## Two electrons in a pair of bands: six k-points of K2NiO2

The crystal is built from short, straight O–Ni–O units that all stand upright along the long axis $c$. Each unit carries two antibonding orbitals of the same shape, one lying along $x$ and one along $y$, made from nickel $d_{xz}$ or $d_{yz}$ and the sideways $p$ orbitals of oxygen. In the solid these two orbitals become two bands. A k-point states how the sign, or more generally the phase, of the wave changes from one unit to the next.

In the table, v1 is the highest band that is filled somewhere in the crystal's k-space. Bands v2 and v3 lie below it, and c1 and c2 lie above.

Kohn–Sham bands of K2NiO2 (space group I4/mmm, unrelaxed five-atom cell), calculated with Ansatz 0.2.0 using the LDA, plane waves and generated PAW datasets, scalar-relativistic and without spin polarisation. The plane-wave cutoff is 420 eV, the k-mesh is 9×9×6, and the levels are filled by a Fermi–Dirac distribution of width 0.1 eV.

```tsv
k-point	coordinates (reciprocal vectors of the computed cell, not always the standard one)	band v3 (eV from the Fermi level)	band v2 (eV from the Fermi level)	band v1 (eV from the Fermi level)	band c1 (eV from the Fermi level)	band c2 (eV from the Fermi level)	c1 less v1 (eV)
Gamma	0 0 0	-1.23	0.14	0.14	2.33	4.49	2.19
X	0.5 0.5 0.5	-0.44	-0.03	0.09	3.35	4.18	3.26
P	0.5 0.5 0.25	-0.43	0.02	0.02	3.68	3.68	3.66
N	0 0.5 0	-0.93	-0.20	0.02	3.03	4.90	3.01
M	0 0 -0.5	-1.23	0.18	0.18	3.24	4.25	3.06
S	0 0.45 -0.275	-0.95	-0.19	0.03	3.10	4.97	3.07
```

### Gamma: why do v2 and v1 have the same energy?

At Gamma all units carry the same phase, so $x$ and $y$ are equivalent. A quarter turn about $c$ changes the $x$ orbital into the $y$ orbital and leaves the wave pattern as it was. The two must therefore have one energy, however strongly the units interact.

That v1 and v2 really are this pair is supported by the orbital fillings of the same calculation. Nickel $d_{xz}$ and $d_{yz}$ hold about 1.5 electrons each, while the two $d$ orbitals that lie flat in the layer are practically full. Nickel $d_{z^2}$ has a similar filling to $d_{xz}$ and $d_{yz}$, so the fillings alone don't settle the matter, but a single orbital of that kind can't supply a pair that symmetry keeps equal.

The same argument applies at M. At P the quarter turn has to be combined with a reflection in the layer, and the two orbitals are again exchanged. The table shows equal energies at both points. The k-mesh of the run keeps only part of the crystal's symmetry, but this doesn't separate the pair in the printed digits.

### Still at Gamma: is the 2.19 eV between v1 and c1 the band gap?

No, because v1 isn't full. Of the 48 electrons treated in the calculation, 46 fill 23 lower bands. The last two share v2 and v1, which together have room for four.

The count alone doesn't make a metal, since two electrons could fill v2 and leave v1 empty. Here, however, the two bands overlap in energy: v1 at P and N, at 0.02 eV, lies lower than v2 at M, at 0.18 eV. Electrons leave the top of v2 for the bottom of v1, which dips just below the Fermi level at k-points outside the table. Both bands are therefore partly filled, and the calculated solid is a metal. The column "c1 less v1" gives the distance from a half-filled pair to the next band. Reading it as the gap of an insulator would be wrong at every point of the table.

### X and P: why does the pair split at one and not at the other?

Within a layer the two points are the same: the phase flips from each unit to its neighbour along both $x$ and $y$. They differ only in how the layers are stacked in phase. An isolated layer would give identical energies at both, so the splitting of 0.12 eV at X shows coupling between layers.

The picture explains how this coupling works. Each unit has neighbours in the layers above and below, shifted sideways along the diagonals of the square. Such a diagonal contact mixes the $x$ orbital with the $y$ orbital. At X the contributions from above and below add up, and the pair splits into two diagonal combinations. At P they have opposite signs and cancel.

Mixing pushes one level up and the other down by the same amount, so the average of the pair should stay put. It does: the average at X agrees with the level at P to within 0.01 eV, the last printed digit.

### N: why does the pair split more, and why does it lie lower?

At N the phase stays the same along one edge of the square and flips along the other. The $x$ orbital meets its neighbours head-on in one direction and side by side in the other, and for the $y$ orbital the roles are exchanged. The two are no longer equivalent, even in a single layer, and they split by 0.22 eV.

The average energy is a harder test. If only nearest neighbours in a layer matter, it should follow

$$\bar E = e_0 + A\,(\cos k_x a + \cos k_y a),$$

where $e_0$ is the energy without neighbours, $A$ the strength of the contact, $a$ the edge of the square, and $k_x a$ and $k_y a$ the phase steps along the two edges. The bracket is $+2$ at Gamma and M, $-2$ at X and P, and $0$ at N. The average at N should thus lie halfway between the two groups, near 0.09 eV. The table puts it at −0.09 eV. The miss of 0.18 eV is almost half of the 0.38 eV over which the pair spreads at these six points, so the nearest-neighbour picture fails here.

The repair is a term that links units across the diagonal of the square, $A_2\cos k_x a\,\cos k_y a$. It is positive at the four other points discussed so far and negative at N. Fitted to the averages of all six rows, the formula with its three constants has a typical error of about 0.01 eV, as the output below shows. That is a weak test, because the six rows hold only three clearly different positions within the layer, as many as there are constants. What lies behind the extra term is open. It may stand for a path across potassium or for mixing with other bands, and the fit can't tell these apart.

### M: does c1 behave like a free electron?

From Gamma to M the phase within a layer stays the same, and only the sign from layer to layer changes. The pair hardly notices and moves by 0.04 eV. Band c1 rises by 0.91 eV, so this band, the first one above the pair, depends strongly on how the layers are joined.

A free electron would rise by $\hbar^2k^2/2m$, which is 0.94 eV at M. The agreement is tempting, but the other rows don't bear it out. At X, P, N and S, c1 rises by only about a quarter of the free-electron value. Even at M only half of the picture fits. Free waves running up and down the $c$ axis would have the same energy there, but c1 and c2 lie 1.01 eV apart. Nor do these rows give the electron's effective mass, which depends on how the band curves near its bottom and not on how far it has risen at distant k-points.

### S: can its splitting be worked out from N?

S has no phase step along $x$, like N, and a step of $0.45\times360^\circ=162^\circ$ along $y$ in place of $180^\circ$. With no step along $x$, the mixing between layers that acts at X vanishes. What remains is the difference between the two directions in the layer, which is proportional to $|\cos k_x a-\cos k_y a|$.

This factor is 2 at N and $1+0.95=1.95$ at S. The expected splitting is therefore

$$0.22\ \text{eV}\times\frac{1.95}{2}\approx 0.21\ \text{eV},$$

and the table has 0.22 eV. Only the splitting at N went into this estimate. It is a mild test, since S lies close to N within the layer. The two points do differ in their phase from layer to layer, however, and the splitting barely responds to that.

### Which of these results would outlast a better geometry?

The equalities at Gamma, P and M would, as long as the crystal keeps its fourfold symmetry. They follow from symmetry and not from the size of any contact, though spin–orbit coupling, which this calculation leaves out, could split the pair slightly. The energies themselves are less safe, because the atoms haven't been allowed to relax. The Ni–O distance is only 1.6 Å, and a force of 2.6 eV/Å on each oxygen atom pushes to lengthen it. The LDA calculation also used PAW datasets made for another functional, PBE, which adds an error of unknown size.

A longer bond weakens the antibonding push on the pair and so changes its distance from the other bands. The second decimal is thus useful for comparing points within this one cell, but it is no forecast for the relaxed crystal. For a neighbouring compound the same order of trust applies: first count the electrons, then use the symmetry, and only then read the energies.

### What would change if the electrons were free to choose their spin?

Perhaps the most basic result, the metal itself. The calculation forces equal numbers of spin-up and spin-down electrons. For two electrons in two orbitals of equal energy, Hund's rule favours separate orbitals and parallel spins. Each unit would then carry a magnetic moment.

In the bands, such a moment lowers the pair for one spin and raises it for the other. If the distance between the two sets exceeds the spread of the pair, about 0.4 eV at these points, the two electrons can fill the lower set completely and a gap can open between the two sets. Two additional electrons per unit could open a gap in another way, by filling the pair for both spins. If the bands kept their places, that gap would run from the top of the pair to the bottom of c1.

Whether K2NiO2 stays a metal once moments are allowed, on parallel or alternating units, is the question these six rows leave open. A spin-polarised LDA run would be a first test, but not a final one, because LDA often makes the gaps in narrow $d$ bands too small or misses them.

The analysis program printed:

```
Pair v2 and v1, and rise of c1 from Gamma:
    row  pair mean (eV)  splitting (eV)  electrons in the pair  c1 rise (eV)  free-electron rise (eV)
  Gamma            0.14               0                 0.7913             0                        0
      X            0.03            0.12                  1.727          1.02                    4.698
      P            0.02               0                  1.801          1.35                    4.934
      N           -0.09            0.22                  2.662           0.7                    2.585
      M            0.18               0                 0.5674          0.91                   0.9436
      S           -0.08            0.22                  2.591          0.77                    2.846
fit of pairmean on 6 rows: constant 0.002226 +/- 0.0074, coefficient of near 0.03376 +/- 0.0042, coefficient of second 0.09029 +/- 0.0074; rms 0.012, worst Gamma 0.02, leave-one-out rms 0.0239
Pair mean at N expected from nearest neighbours alone (eV): 0.0925
Pair mean at N less that expectation (eV): -0.1825
Pair mean at X less level at P (eV): 0.01
Pair level at M less level at Gamma (eV): 0.04
Splitting at S expected from N (eV): 0.2146
Whole spread of the pair over the six points (eV): 0.38
Least distance from v3 up to v2 at one point (eV): 0.41
Spread of v1 over the six points (eV): 0.16
Spread of c1 over the six points (eV): 1.35
Lowest c1 less highest v1, any points (eV): 2.15
Smallest c1 less v1 at one point (eV): 2.19
Rise of c1 at M as share of free-electron rise: 0.9644
Smallest such share at X, P, N and S: 0.2171
Largest such share at X, P, N and S: 0.2736
Entropy term as share of the limit for two half-filled bands: 0.8811
Shortest O-O distance between neighbouring layers of units (angstrom): 4.196
Second-neighbour distance within a layer (angstrom): 5.658
```
